Raman–Nath diffraction by a standing ultrasonic wave in dense flint glass: response to single changes

1. Statement

A longitudinal sound wave of frequency f = Ω/2π and wavelength Λ = V/f (K = 2π/Λ) runs along x in a glass block. Light of vacuum wavelength λ0 crosses the sound column along z over a length L and leaves through a face normal to z into air, whose index is set to 1. Optical fields vary as exp[i(kz − ωt)], tensile strain is positive, and η_m is the fraction of the transmitted power in order m, so that reflection losses drop out. The standing wave has the strain S_xx = −S0 sin(Kx) cos(Ωt), where the sign only fixes the origin of x. Define

Δn0 = n³pS0/2, v0 = 2πΔn0L/λ0, Q = 2πλ0L/(nΛ²). (1)

Here p = p12 for light polarised along y, across the sound, and p = p11 for light polarised along x. For Q ≪ 1 and Qv0 ≪ 1 at normal incidence the following holds.

(a) Order m leaves at sin θ_m = mλ0/Λ in air; inside the glass the sine is smaller by the factor n.

(b) A travelling wave of phase amplitude v shifts order m to ω + mΩ and gives the steady share η_m = J_m²(v). A standing wave gives the pulsating share

η_m(t) = J_m²(v0 cos Ωt), (2)

which repeats at 2f.

(c) In the standing wave, order m carries no single shift. It holds the lines ω + (2r − m)Ω for all integers r, with powers J_r²(v0/2) J_{m−r}²(v0/2), symmetric about ω. A slow detector reads

⟨η_m⟩ = Σ_r J_r²(v0/2) J_{m−r}²(v0/2) = Σ_{k≥0} (−1)^k C(2j, j)² (v0/4)^{2j} / [k!(2m+k)!], j = m + k, (3)

where the series holds for m ≥ 0, C is the binomial coefficient and ⟨η_−m⟩ = ⟨η_m⟩. For weak sound ⟨η_1⟩ = v0²/8 − 3v0⁴/128 + …

(d) Finite thickness adds (Q²/4)D_m(v) to the instantaneous shares, with no term linear in Q:

D_0 = v²J_1²/36 + vJ_0J_1/12 − v²J_0J_2/20,
D_1 = −J_1²/12 + 13vJ_1J_2/60 + v²J_2²/36 − v²J_1J_3/20. (4)

(e) An internal tilt θ of the beam in the xz plane replaces v0 by v0 (sin χ)/χ with χ = πL tan θ/Λ.

The regime is named after Raman and Nath, the parameter Q after Klein and Cook.

2. Reference state and question

Approximate values typical of a dense flint glass serve as given inputs: n = 1.80 at 633 nm and 1.83 at 488 nm, V = 3500 m/s, p12 = 0.25, p11 = 0.23. The reference state has λ0 = 633 nm, y polarisation, L = 10 mm, f = 5 MHz and S0 = 2.0×10⁻⁵. A block 35 mm thick with free faces resonates every V/2d = 50 kHz, so 5 MHz is its harmonic number 100. Then Λ = 700 µm, θ_1 = 0.904 mrad in air (0.502 mrad inside), Δn0 = 1.458×10⁻⁵, v0 = 1.447 and Q = 0.045. The beam is taken many acoustic wavelengths wide, so that the orders separate in the far field. Results are computed from unrounded intermediates. The inputs are treated as exact, so the figures describe the model and not a particular melt.

Question: in which direction and by how much do the mean shares ⟨η_0⟩ and ⟨η_1⟩ move when one quantity is changed and the rest is held? The last column, rest = 1 − ⟨η_0⟩ − 2⟨η_1⟩, collects all orders with |m| ≥ 2.

change | v | ⟨η_0⟩ | shift | ⟨η_1⟩ | shift | rest
reference | 1.447 | 0.608 | | 0.176 | | 0.040
A1 strain +10 % | 1.592 | 0.553 | −9.0 % | 0.195 | +11.2 % | 0.056
A2 strain doubled | 2.894 | 0.273 | −55.0 % | 0.206 | +17.4 % | 0.314
B polarisation along x | 1.331 | 0.653 | +7.5 % | 0.158 | −10.0 % | 0.030
C wavelength 488 nm | 1.973 | 0.426 | −29.9 % | 0.230 | +31.1 % | 0.113
D frequency 20 MHz | 1.447 | 0.611 | +0.5 % | 0.176 | unresolved | 0.037
E far face absorbing | 0.724 | 0.763 | +25.4 % | 0.115 | −34.8 % | 0.008
F tilt of 1° in air | 1.402 | 0.626 | +2.9 % | 0.169 | −3.8 % | 0.036

Two facts about (3) carry most of the reasoning. First, the logarithmic slopes s_m = d ln⟨η_m⟩/d ln v0 at the reference state are s_0 = −0.92 and s_1 = +1.19; saturation has pulled s_1 well below its weak-sound value of 2. Second, ⟨η_1⟩ peaks at v0 = 2.26 with the value 0.238, which is 36 % above the reference. The peak lies later and lower than that of a travelling wave (0.339 at v = 1.84), because the average includes the instants of weak grating.

3. The changes

A. Strain amplitude. Reasoning: v0 is proportional to S0 while Q and the angles do not contain it. A rise of 10 % takes light from order 0, and since v0 stays below 2.26 order 1 gains. The slopes predict −9 % and +12 %, the latter slightly too large because s_1 falls as v0 grows. For a doubling the weak-sound rule v0²/8 is useless: it would go from 0.262 to 1.05, more than the whole beam. The new v0 lies beyond the peak, reached at S0 = 3.1×10⁻⁵, so order 1 gains less than 36 %, and the light lost by order 0 must go mainly to higher orders. Calculation: (3) gives −9.0 % and +11.2 % for A1. For A2 it gives −55.0 % and +17.4 %, and the higher orders rise from 0.040 to 0.314. The sign of the response has reversed there: s_1 = −1.21, so still more strain dims order 1. Although v0 = 2.894 exceeds the first zero of J_0 at 2.405, ⟨η_0⟩ does not vanish, since order 0 is dark only at isolated instants and recovers fully whenever cos Ωt = 0.

B. Polarisation turned from y to x. Reasoning: only p changes, from p12 to the smaller p11, so v0 falls by 8 % and the grating weakens. The slopes predict +7.4 % for order 0 and −9.5 % for order 1, the second a slight underestimate because s_1 steepens towards smaller v0. Calculation: v0 = 1.331 gives +7.5 % and −10.0 %. The effect rests on the small difference p11 − p12 between two approximate inputs and scales nearly in proportion to it; its sign is that of p11 − p12 as long as v0 is below the peak.

C. Wavelength shortened to 488 nm. Reasoning: the same index modulation is a larger phase at shorter wavelength, and normal dispersion raises n³ as well; p is held fixed by assumption. The factor 633/488 adds 29.7 % and (1.83/1.80)³ adds 5.1 %, together 36.3 %. The slope would give +43 % for order 1, which the ceiling of +36 % forbids; as v0 stays below the peak the gain is positive and somewhat under the ceiling. The fan of orders narrows in proportion to λ0, and the index does not enter the angle in air. Calculation: v0 = 1.973 gives +31.1 % for order 1 and −29.9 % for order 0; θ_1 drops to 0.697 mrad and Q to 0.034.

D. Frequency raised fourfold at the same strain amplitude, on another resonance of the block. Reasoning: Λ falls to 175 µm, θ_1 grows to 3.62 mrad and the pulsation moves from 10 to 40 MHz. Since v0 does not contain Λ, statement (b) predicts no change of the shares, and any change comes from Q, which rises sixteenfold to 0.72. Order m falls behind the undiffracted wave by the phase m²Q/2 over the length L, so contributions scattered at different depths no longer add in phase. Order 0 should therefore keep more light. The step from order 1 to order 2 has three times the mismatch of the step from 0 to 1, so the higher orders should lose most in relative terms. Order 1 is fed less and drained less, and reasoning alone does not fix its sign. Calculation: averaging (4) over v = v0 cos Ωt gives ⟨D_0⟩ = 0.0252 and ⟨D_1⟩ = 0.0006. The second is small because D_1 changes sign at v = 1.2, negative below and positive just above, and the cycle samples both sides. Thus ⟨η_0⟩ rises by 0.0033, or 0.5 %, and by conservation of power the higher orders lose 0.0034, or 8.5 % of their share. The terms in Q⁴ can be sized in the weak-sound limit, where order 2 is known at any Q (section 4.4): it falls by 9.4 % at order Q² and by 9.0 % in full. A difference of 0.4 points on the higher orders of one side is 8×10⁻⁵ of the beam, as large as the Q² shift of order 1, which is 7×10⁻⁵. Order 1 is therefore unchanged to the three decimals given, and the sign of its shift is not resolved at this order.

E. Far face terminated by an absorber, with the forward wave kept at its amplitude S0/2. Reasoning: the standing wave is the sum of two counter-running waves of amplitude v0/2, and one is removed. For weak sound the two scatter into order 1 at different frequencies, their powers add, and removing one halves the signal: v0²/8 becomes v0²/16. The standing wave, however, is the more saturated. The first saturation factors, 1 − v0²/16 for the travelling and 1 − 3v0²/16 for the standing wave, move the ratio from one half to 0.72, an overcorrection because the next terms act the other way, mostly on the standing wave. The loss should be about a third. Calculation: J_1²(0.724) = 0.115, a ratio of 0.652, and J_0²(0.724) = 0.763. The spectrum changes in kind. In the standing wave order +1 holds lines at ω ± Ω with 0.0875 each and at ω ± 3Ω with 0.00045 each; order 0 holds the carrier with 0.582 and lines at ω ± 2Ω with 0.013 each, and its power swings between 1 and J_0²(v0) = 0.293. With the absorber, order +1 is a single line 5 MHz above the incident light, order −1 a single line 5 MHz below, and all powers are steady. Holding the forward amplitude costs more drive power, because the resonant build-up is lost.

F. Beam tilted by 1° in air within the xz plane. Reasoning: a tilted ray drifts across the wavefronts and averages the index over part of a period, so the grating weakens for either sign of tilt, quadratically at first. Refraction gives θ = 9.70 mrad and χ = 0.435, so v0 falls by about χ²/6 = 3.2 %; the slopes predict +2.9 % and −3.8 %. Calculation: (sin χ)/χ = 0.9687 and v = 1.402 give +2.9 % and −3.8 %. The longer path adds only 1/cos θ − 1 = 5×10⁻⁵. With tilt a term linear in Q appears and splits the two first orders. In the weak-sound limit η_±1 is proportional to sinc²(χ ± Q/4), with sinc u = (sin u)/u and order +1 on the side towards which the beam is tilted. Order +1 is lowered and order −1 raised by 0.3 %, about a tenth of the main effect. The table gives the mean of the two, which has no term linear in Q. In the thin-grating limit diffraction vanishes at χ = π, where the ray crosses one full period: tan θ = Λ/L = 0.070, or 7.2° in air.

4. Proof

4.1 Index grating and wave equation. In a column many wavelengths wide the strain is uniaxial, and the photoelastic law of an isotropic solid gives Δ(1/n²) = p11S_xx for x polarisation and p12S_xx for y polarisation. Since Δ(1/n²) = −2δn/n³, δn = −n³pS_xx/2: compression raises the index for p > 0, and δn = +Δn0 sin(Kx) cos(Ωt). Light crosses the column in nL/c = 60 ps against a period of 200 ns, so t acts as a parameter. With E = ψ exp(ikz), k = 2πn/λ0, the Helmholtz equation without ∂²ψ/∂z² and δn² reads 2ik ∂ψ/∂z + ∂²ψ/∂x² + 2k²(δn/n)ψ = 0. The vector term that arises for x polarisation is smaller than the last term by the order of (K/k)² = 2.5×10⁻⁷. With ζ = z/L, ξ = Kx and v = v0 cos Ωt,

∂ψ/∂ζ = iv sin ξ ψ + i(Q/2) ∂²ψ/∂ξ², (5)

because 2πΔn0L/λ0 = v0 and K²L/2k = Q/2.

4.2 Thin limit. For Q = 0 and ψ = 1 at the entrance, ψ(ζ = 1) = exp(iv sin ξ) = Σ_m J_m(v) exp(imKx) by the Jacobi–Anger expansion. Term m has transverse wavenumber mK, which is conserved at the exit face, so (2π/λ0) sin θ_m = mK. This is (a), and the squared amplitude is (2). As cos Ωt changes sign J_m² is unchanged, hence the period 1/2f. For a travelling wave ξ = Kx − Ωt and v is constant; term m acquires exp(−imΩt) and oscillates at ω + mΩ, which completes (b).

4.3 Spectrum and average. Since sin Kx cos Ωt = ½ sin(Kx − Ωt) + ½ sin(Kx + Ωt), the exit field is a product of two Jacobi–Anger series with argument v0/2:

ψ = Σ_{r,s} J_r(v0/2) J_s(v0/2) exp[i(r+s)Kx − i(r−s)Ωt].

Order m collects r + s = m at frequency ω + (2r − m)Ω; exchanging r and s shows the symmetry about ω. Different r give different frequencies, cross terms average out, and the first form of (3) follows. The second follows from the series J_m²(z) = Σ_k (−1)^k (2j)! (z/2)^{2j}/[k! j!² (2m+k)!] with j = m + k and from ⟨cos^{2j}⟩ = C(2j, j)/4^j.

4.4 Finite thickness. With ψ = Σ a_m exp(imξ), and with a tilt shifting the transverse wavenumber to mK + kθ for small θ, (5) becomes, after a common phase is removed,

da_m/dζ = (v/2)(a_{m−1} − a_{m+1}) − i(Qm²/2 + 2χm)a_m, a_m(0) = δ_m0. (6)

Complex conjugation gives η_m(Q, χ) = η_m(−Q, −χ), and the substitution a_m → (−1)^m a_{−m} gives η_m(Q, χ) = η_{−m}(Q, −χ). Together η_{−m}(Q, χ) = η_m(−Q, χ), so the mean of orders ±m is even in Q, and at χ = 0 each order is.

For χ = 0 put ψ = exp(ivζ sin ξ) φ with φ = 1 + (Q/2)g_1 + (Q/2)²g_2, and write s = sin ξ, c = cos ξ. Then ∂g_{n+1}/∂ζ = i exp(−ivζs) ∂²[exp(ivζs) g_n]/∂ξ² with g_0 = 1, and integration from ζ = 0 yields

g_1 = vζ²s/2 − iv²ζ³c²/3,
g_2 = −ivζ³s/6 − v²ζ⁴(10c² − 7s²)/24 − 13iv³ζ⁵c²s/30 − v⁴ζ⁶c⁴/18.

Under projection of exp(ivs) times such a factor on exp(imξ), each s acts as −i d/dv on J_m(v), and c² = 1 − s² acts as 1 + d²/dv². Bessel's equation and the recurrences then give at ζ = 1

a_0 = J_0 + i(Q/2)vJ_1/6 + (Q/2)²(vJ_1/24 − v²J_2/40),
a_1 = J_1 − i(Q/2)(J_1/2 − vJ_2/6) + (Q/2)²(−J_1/6 + 23vJ_2/120 − v²J_3/40).

The first-order parts are imaginary and enter |a_m|² only squared; adding twice J_m times the second-order part gives (4). For small v, η_1 = (v²/4)(1 − Q²/48). For large v the terms with v² dominate, and relative to a typical J² the correction is of order (Qv)²/80, which is why Qv0 ≪ 1 must accompany Q ≪ 1. In the reference state the correction to ⟨η_0⟩ is 1.3×10⁻⁵, and even for A2 (Qv0)²/80 is only 2×10⁻⁴, so three decimals are supported in the rows that use (3) alone.

For weak sound (6) is solved by iteration at any Q. One step gives |a_±1| = (v/2)|∫₀¹ exp[i(Q/2 ± 2χ)ζ]dζ| = (v/2)|sinc(χ ± Q/4)|, whose square has the relative split ±(Q/2)(cot χ − 1/χ) used in F. Two steps at χ = 0 give |a_2| = (v²/8)|⟨exp[iq(ζ_1 + 3ζ_2)]⟩| with q = Q/2, averaged uniformly over 0 < ζ_1 < ζ_2 < 1. The variance of ζ_1 + 3ζ_2 is 13/18, so η_2 falls by the fraction 13Q²/72 at lowest order. The full reduction factor is

(4/q²)[sinc²(2q) + sinc²(3q/2) − 2 sinc(2q) sinc(3q/2) cos(q/2)],

which equals 0.910 at the Q of case D.

4.5 Tilt. For Q → 0 at fixed χ the phase is accumulated along the ray ξ = ξ0 + 2χζ, and ∫₀¹ sin(ξ0 + 2χζ)dζ = (sin χ/χ) sin(ξ0 + χ). The exit phase is again sinusoidal with period Λ, displaced by χ and reduced by (sin χ)/χ, so (2) and (3) hold with the reduced amplitude. This is (e), and the orders leave at sin θ_m = sin θ_0 + mλ0/Λ, where θ_0 is the angle of incidence in air.